## Question

The molecule (HO)₂B–X–GeH₃ has ten atoms and so $3\times10-6=24$ normal modes. The bridging atom X, marked \* in the table, is oxygen or sulfur. The column "mode" numbers the harmonic wavenumbers $\omega_k$ from a hybrid density functional in rising order, the next two columns give them in cm⁻¹, and "S over O" divides the two values of the same rank. The two lowest rows are withheld. Standard atomic weights are 16.0 for O and 32.1 for S.

Unscaled harmonic wavenumbers of (HO)₂B–*–GeH₃ with * = O (point group Cs, zero-point energy 165.1 kJ/mol) and * = S (C1, 157.9 kJ/mol), computed with Ansatz 0.2.0 at PBE0-D4/def2-TZVP on geometries optimised at the same level. All modes are listed in rising order and matched between the molecules by rank alone, so characters can cross.

```
mode  * = O (cm⁻¹)  * = S (cm⁻¹)  S over O
   1             ?             ?         ?
   2             ?             ?         ?
   3         116.2         145.0      1.25
   4         344.7         292.1      0.85
   5         459.8         397.2      0.86
   6         480.1         450.5      0.94
   7         541.0         470.2      0.87
   8         620.9         540.5      0.87
   9         630.6         568.3      0.90
  10         689.7         576.9      0.84
  11         692.9         578.3      0.83
  12         856.2         647.7      0.76
  13         871.4         841.8      0.97
  14         875.0         875.1      1.00
  15         939.3         881.6      0.94
  16        1014.8        1002.4      0.99
  17        1042.3        1009.6      0.97
  18        1432.8        1257.9      0.88
  19        1465.5        1462.9      1.00
  20        2173.4        2113.4      0.97
  21        2178.5        2166.6      0.99
  22        2184.5        2187.9      1.00
  23        3903.3        3878.5      0.99
  24        3904.0        3913.6      1.00
```

(a) Can the change from O to S be an effect of mass alone? Give one test that uses the ranks and one that does not depend on how the modes are paired.

(b) Which ratios in the last column are unlikely to compare the same motion, and what do the X-independent stretches of Ge–H and O–H tell about the two structures?

(c) Forecast $\omega_1$ and $\omega_2$ for both molecules and their ratios, each with an error bar, and say which part of each forecast is bookkeeping and which is a guess.

(d) Compare the forecasts with the computed values and account for hits and misses.

## Model answer

### (a) Mass alone

The squared wavenumbers are the stationary values of $x^{T}Kx/x^{T}Mx$, where $K$ is the matrix of force constants and $M$ the diagonal matrix of masses. Suppose that $K$ and the geometry stay fixed and only the bridging atom gains mass. The denominator then cannot fall for any displacement $x$, and it cannot grow by more than the factor $m_S/m_O$. The minimum-maximum characterisation of ordered eigenvalues carries both bounds over to every rank, whatever the motions are:

$$\sqrt{16.0/32.1}=0.71\;\le\;\omega_k^{S}/\omega_k^{O}\;\le\;1 .$$

Mode 3 breaks the upper bound plainly, rising from 116.2 to 145.0 cm⁻¹. Modes 22 and 24 break it too, by 3.4 and 9.6 cm⁻¹, which is small in ratio but far above the 0.05 cm⁻¹ of rounding. The rise of mode 14 by one unit in the last digit means nothing.

The second test is the Teller–Redlich product rule. For a pure change of mass, the product of all 24 ratios equals $(m_O/m_S)^{3/2}(M_S/M_O)^{3/2}$ times the square root of the ratio of the products of the principal moments of inertia, with $M_O$ and $M_S$ the molecular masses. Added mass cannot lower the moments, so the last factor is at least 1. Rough atomic masses of 11, 73 and 1.0 for B, Ge and H give molecular masses of 137.0 and 153.1, and the product must be at least $(16.0/32.1\times153.1/137.0)^{3/2}=0.42$. Under the same hypothesis the two withheld ratios are at most 1, so the bound holds for the 22 known ratios as well. Their product is 0.226, about half the bound, and a product is blind to pairing.

The two tests point in opposite directions, and both hold. Three ranks rise beyond rounding, while the spectrum as a whole softens by more than mass allows. The numbers thus show that force constants, geometry or both change. The cause is argued from standard bonding: sulfur is larger, its bonds to boron and germanium are longer and have smaller stretching constants, and longer bonds also lengthen the lever arms of bends and torsions, which lowers their wavenumbers at equal angular stiffness. The product cannot separate these two parts, and a change of conformation is mixed into both: the point group falls from Cs to C1, and the optimised geometries differ in the direction of one hydroxyl group (part b), so no ratio in the table is an effect of O against S alone.

### (b) Ranks against motions

All assignments here rest on typical ranges and are arguments. Counting modes by region is safer than reading single ratios. Between 800 and 1100 cm⁻¹ the oxygen compound has six modes and the sulfur compound five, while between 200 and 800 cm⁻¹ the counts are eight and nine. Three GeH₃ deformations and two B–O–H bends belong in the upper region for both molecules. The sixth mode of the oxygen compound is then probably a skeletal stretch that involves the bridge, and in the sulfur compound it has dropped below 800 cm⁻¹, pushing up by one the rank of every mode that it passed. Row 12 most likely sets a mode of the upper group (856.2) against one of the lower group (647.7). Its ratio of 0.76 resembles the 0.77 that the reduced masses of a Ge–X diatomic would give, but the likeness proves nothing, since part (a) has ruled out unchanged force constants.

Row 18 is a similar case. A trigonal BO₃ unit has a degenerate pair of B–O stretches, slightly split here into modes 18 and 19 of the oxygen compound. With one B–O bond replaced by B–S, the antisymmetric stretch of the two remaining B–O bonds hardly moves the bridge atom and stays in place, as mode 19 does. Its partner drives boron against the bridge atom and loses stiffness with the weaker bond. The mode at 1257.9 cm⁻¹ need not be a B–S stretch; a symmetric BO₂ stretch mixed with B–S motion and B–O–H bending fits the range better.

The stretches to hydrogen are spectators with respect to mass, and each of rows 20 to 24 stays within 3 % of the oxygen value. Their averages move by about 1 % (Ge–H) and 0.2 % (O–H). Their spreads are another matter: the three Ge–H modes cover 11.1 cm⁻¹ for oxygen and 74.5 for sulfur, and the two O–H modes are split by 0.7 and 35.1. A hydrogen stretch reports on its own bond, so in the sulfur compound the three Ge–H bonds, and the two O–H bonds, are much less alike. The optimised geometries, not tabulated here, give the likely reason. The angle at sulfur is sharper than at oxygen, and the two structures are different hydroxyl conformers. In the oxygen compound the hydroxyl on the germyl side points away from GeH₃, its hydrogen about 4.1 Å from the nearest germyl hydrogen. In the sulfur compound it points toward GeH₃, and the acidic O–H hydrogen lies about 2.0 Å from a hydridic Ge–H hydrogen, while the distance from germanium to that oxygen is longer (3.3 Å against 3.0 Å). Such an H···H contact would lower one member of each set, as seen, although the table does not show which bond carries which mode. The spreads therefore report the conformer found at least as much as the bridge atom. Harmonic values for stretches to hydrogen lie a few per cent above fundamentals, and germanium is treated without relativistic terms; both errors fall largely alike on the two molecules and cancel in the ratios.

### (c) Forecast

The molecule has five torsion-like and skeletal soft motions worth naming, of which the two hydroxyl torsions move a single light atom against a partial B–O double bond and lie at several hundred cm⁻¹. The three softest should be the turning of GeH₃ about Ge–X, the twisting about B–X and the Ge–X–B bend. The bend is the natural candidate for mode 3, and the rise fits it: the wide angle at oxygen between electropositive neighbours is known to be floppy, whereas sulfur bonds through nearly pure p orbitals and holds its angle more stiffly. The H···H contact, present only in the sulfur conformer, may stiffen the same bend, and the table cannot separate the two causes. That leaves two torsions for the withheld rows.

For the germyl rotor, a potential $\tfrac12V_3(1-\cos3\varphi)$ has curvature $9V_3/2$ at the minimum, and with the rotational constant $F=h/8\pi^2cI$ the harmonic wavenumber is $\omega=3\sqrt{FV_3}$. Only the hydrogens lie off the axis, so the moment $I$ does not contain the mass of X. A rough recalled Ge–H length of 1.5 Å with tetrahedral angles gives $F\approx2.8$ cm⁻¹, and barriers of 1 to 5 kJ/mol then give 50 to 100 cm⁻¹. This fixes the order of magnitude only.

A sharper handle is the zero-point energy, $E_0=\tfrac12hcN_A\sum_k\omega_k$, so the sum over all modes is $2E_0/(hcN_A)$. For oxygen the 22 known modes add up to 27416.9 cm⁻¹, and taking them from the full sum leaves $\omega_1+\omega_2=185.7$ cm⁻¹. Rounding $E_0$ to 0.1 kJ/mol leaves the sum uncertain by 8.4 cm⁻¹, and 22 roundings of 0.05 add at worst 1.1, so the sum lies between 176.2 and 195.2. The same steps give $140.8\pm9.5$ cm⁻¹ for sulfur, and a ratio of the sums of 0.76 (0.67–0.85). Nothing is fitted, and nothing physical is tested, because $E_0$ was computed from these very wavenumbers.

Rank order, $\omega_1\le\omega_2\le\omega_3$, splits the sum. For oxygen, $\omega_2$ lies between half the smallest sum, 88, and $\omega_3=116.2$; $\omega_1$ lies between $176.2-116.2=60$ and half the largest sum, 98. Both modes must be real, since one mode below 116.2 cannot supply the sum. For sulfur the higher $\omega_3$ of 145.0 removes the squeeze. The windows are 0–75 for $\omega_1$ and 66–145 for $\omega_2$, and an imaginary lowest mode, left out of $E_0$, remains possible at a geometry known only to be stationary. Here a guess enters: two torsions of similar softness should have $\omega_1/\omega_2\ge0.3$. It gives $\omega_1\ge(0.3/1.3)\times131.3=30$ and $\omega_2\le150.3/1.3=116$. Each forecast wavenumber is the midpoint of its window, each forecast ratio is the quotient of two such midpoints, and the bars are window half-widths, not standard deviations. In cm⁻¹:

- Mode 1: O $79\pm19$ (60–98); S $53\pm22$ (30–75); ratio about 0.67 (0.31–1.25), probably below 1.
- Mode 2: O $102\pm14$ (88–116); S $91\pm25$ (66–116, or 66–145 without the guess); ratio about 0.89 (0.57–1.31), direction undecided.
- Both modes are real in the sulfur compound, which is a guess, and neither row repeats the 1.25 of mode 3.

Two simpler forecasts for the ratios stand beside these. One is the mass-only window, 0.71–1.00. The other is the typical ratio of the soft skeleton, about 0.87, taken as the plain mean over modes 4 to 11, whose standard deviation is 0.035.

### (d) The computed values

The withheld rows as computed:

```
mode  * = O (cm⁻¹)  * = S (cm⁻¹)  S over O
   1          87.7          44.6      0.51
   2         105.3          92.8      0.88
```

All four wavenumbers and both ratios fall inside their windows. For oxygen this was guaranteed by arithmetic and earns no credit. For sulfur the one risk taken, the guess on $\omega_1/\omega_2$, holds: the quotient is 0.48. Mode 1 is real, and it is needed to make up the zero-point sum, so both structures are local minima as far as the harmonic analysis goes, though not necessarily the lowest conformers.

The midpoints miss mode 1 by more than mode 2. For oxygen the computed 87.7 lies 11 % above the forecast and for sulfur 44.6 lies 15 % below it, while mode 2 comes out 3 % (O) and 2 % (S) above. Part of this is rounding. The computed sum for oxygen is 193.0, which is 7.3 cm⁻¹ above the value drawn from $E_0$ and near the edge of the allowed range; for sulfur it is 3.4 cm⁻¹ below. These offsets need no cause. The remainder comes from the use of midpoints, which for oxygen add to $79+102=181$ and so fall short even of the inferred sum, and which carry no knowledge of the split. In the oxygen compound the three softest modes are bunched, with $\omega_1/\omega_2=0.83$ and $\omega_2/\omega_3=0.91$; in the sulfur compound they fan out, with 0.48 and 0.64.

Because the two misses of mode 1 have opposite signs, they compound in the ratio: 0.51 against the forecast 0.67, a miss of 0.16 or about a quarter of the forecast. The direction had been called probable; the size lies inside the wide window but well off its midpoint. The ratio of mode 2, 0.88, is within 0.01 of the forecast, but with a window from 0.57 to 1.31 and no direction called, this is luck. The ratio of the sums is 0.71 against 0.76.

The simpler forecasts each win one row and lose the other. The mean of modes 4 to 11 meets mode 2 to 0.01, with a far narrower bar than the zero-point argument offered, and misses mode 1 by 0.36, some ten standard deviations. The mass window contains mode 2 and excludes mode 1, which falls below 0.71. Mass alone is now broken from both sides within the three lowest ranks, and the product of all 24 ratios drops to 0.101 against the bound of 0.42.

Why mode 1 halves can only be argued, and two readings fit. In the first, mode 1 is the twist about B–X in both molecules. Its stiffness comes from donation of a lone pair on X into the empty p orbital of boron. A 3p orbital overlaps the 2p orbital of boron less well than a 2p orbital does, the sulfur must compete with two oxygen donors, and a longer bond and sharper angle put germanium further off the axis, which raises the moment of inertia of that end. At the computed geometries the reduced moment of the twist grows strongly as well, so the squared ratio, $0.51^2=0.26$, would be shared between greater inertia and a weaker restoring torque, and part of the change in torque may belong to the different hydroxyl conformer rather than to π donation. Mode 2 would be the germyl rotor, free of the mass of X and changed modestly. In the second reading, the lowest sulfur mode is the germyl rotor itself, its barrier cut to the order of 1 kJ/mol by the longer Ge–S bond, and the characters have crossed between ranks 1 and 2, though the H···H contact would tend to hold the rotor rather than free it. The rotor formula puts all four values at barriers of 1 to 5 kJ/mol and cannot choose. The loss of symmetry offers a further guess: a structure that has slipped a little off a symmetric one sits in a shallow double well and has a soft mode along the distortion. In C1 no symmetry keeps torsions and bend apart, and mixing pushes levels away from each other, as in the fanning seen; the sum of modes 1 to 3 falls only to 0.91 of its oxygen value.

## Remarks on the reasoning

A good answer separates three grades of statement. The windows for oxygen are identities. The failure of the mass hypothesis, the counts by region and the spreads are shown by the numbers. Every name given to a mode, and every cause, is argued or guessed. It would be a fault to extrapolate the last column from mode 3 to the two softer modes and forecast ratios above 1 for both. The zero-point sums forbid this for the two rows together, since the ratio of the sums could not exceed 0.85, although the windows allowed it for either row alone at an extreme corner.

The softest modes matter in a different place from the rest. Of the 7.2 kJ/mol by which the zero-point energy falls, modes 3 to 12 supply 4.6 and modes 1 and 2 only 0.3. The entropy weighs them in reverse. In the classical limit a mode contributes a term $-R\ln\omega$, so the halving of mode 1 alone adds about $R\ln2\approx6$ J mol⁻¹ K⁻¹. That figure is fragile, for barriers of 1 to 5 kJ/mol are comparable with the thermal energy of 2.5 kJ/mol at room temperature, where a torsion behaves as a hindered rotor and a harmonic wavenumber describes only the bottom of the well. Such small curvatures are also the ones most sensitive to the conformer, the integration grid, the convergence of the geometry and the dispersion correction, so the ratio of 0.51 belongs to these two structures, which are not the same hydroxyl conformer, at these settings, and may shift for a matched pair of conformers.

Neighbouring series are best guessed by asking which of mass, stiffness and shape changes. With ¹⁸O in the bridge only the mass changes, every ranked ratio lies between $\sqrt{16/18}=0.94$ and 1, the hydrogen stretches keep their spreads, and the product rule holds as an equality. Going on from sulfur to selenium, the mass more than doubles again, but bond angle, bond length and π donation change much less than in the step out of the second period. The series should then look more like an isotope effect, with the stretches and bends of the bridge falling, fewer crossings of rank, and no repeat of the rise in mode 3, provided that the conformer stays the same. Replacing germanium by silicon leaves the moment of the rotor almost unchanged, because the bonds to hydrogen are of similar length, but lightens the arm that swings in the B–X twist and in the bend, so at equal stiffness the bend should rise clearly. The twist rises only slightly, because its reduced moment depends little on the mass of germanium, so its contrast with the rotor is too small to tell the two readings of mode 1 apart once barriers change. A methyl group, with much shorter bonds to hydrogen, has about half the moment and a shorter bond to X, so its torsion should rise; the lighter carbon raises the twist and the bend as well, so the order of the three stays open.
